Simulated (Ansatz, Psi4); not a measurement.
**A small benchmark: dipole moment**

6 molecules holding an element from Na to Cl; the dipole moment in D, computed less measured. Shapes, held fixed at every level: PBE0-D4/def2-TZVP. No vibrational averaging. Dipoles are compared by magnitude; molecules under 1 D, whose direction can flip, are left out. Programs: Ansatz 0.2.0, Psi4 1.11. Measured values: NIST CCCBDB.

Levels: A = r2SCAN-D4/def2-TZVPP; B = B3LYP/6-31G* (spherical functions); C = B3LYP-D4/def2-TZVPP; D = wB97M-V/def2-TZVPP.

| molecule | measured | A | B | C | D |
| --- | --- | --- | --- | --- | --- |
| NS (Mononitrogen monosulfide) | 1.81 | -0.01 | -0.08 | +0.08 | +0.11 |
| HBS (hydrogen boron sulfide) | 1.30 | +0.08 | +0.24 | +0.07 | +0.13 |
| SF2 (sulfur difluoride) | 1.05 | -0.12 | +0.09 | +0.07 | +0.10 |
| SO2 (sulfur dioxide) | 1.63 | -0.05 | +0.08 | +0.10 | +0.17 |
| C2H3Cl (SMILES C=CCl) | 1.45 | -0.09 | +0.06 | -0.10 | -0.07 |
| C2H3ClO (acetyl chloride) | 2.72 | +0.08 | +0.05 | +0.06 | +0.06 |

(1) Which level does best on this set, which worst, and which err to one side?

Answers

(1) 
```csv
level,kind,mean error,mean absolute error,worst case
r2SCAN-D4/def2-TZVPP,meta-GGA,-0.018,0.072,SF2
B3LYP/6-31G* (spherical functions),global hybrid,+0.073,0.100,HBS
B3LYP-D4/def2-TZVPP,global hybrid,+0.047,0.080,SO2
wB97M-V/def2-TZVPP,range-separated hybrid,+0.083,0.107,SO2
```

On this set r2SCAN-D4/def2-TZVPP has the smallest mean absolute error and wB97M-V/def2-TZVPP the largest. Without SO2 the largest would be that of B3LYP/6-31G* (spherical functions). r2SCAN-D4/def2-TZVPP is too low in 4 of 6; B3LYP/6-31G* (spherical functions) is too high in 5 of 6; B3LYP-D4/def2-TZVPP is too high in 5 of 6; wB97M-V/def2-TZVPP is too high in 5 of 6. The smallest two are near a tie. The largest two are near a tie. Open shells run unrestricted. The set is small.

The clearest split between functionals is in NS, SF2 and SO2, where sulfur is bound to a more electronegative atom: r2SCAN falls slightly short of the measured dipole, while both hybrids in the larger basis exceed it. A dipole of this kind follows the charge drawn from sulfur towards nitrogen, oxygen or fluorine, offset by lone-pair and π back-donation, and exact exchange probably shifts that balance towards greater charge separation. HBS and the two organic chlorides show little of this split.

The basis matters as much as the functional. Dispersion correction of the D4 type leaves the density untouched, so the change between the two B3LYP columns is essentially a basis effect. It brings HBS from +0.24 to +0.07 but reverses the sign of the error for NS and vinyl chloride, and hardly moves the other three. The small basis therefore has no uniform bias that a constant shift could remove, and its good result for vinyl chloride probably owes something to cancellation of errors.
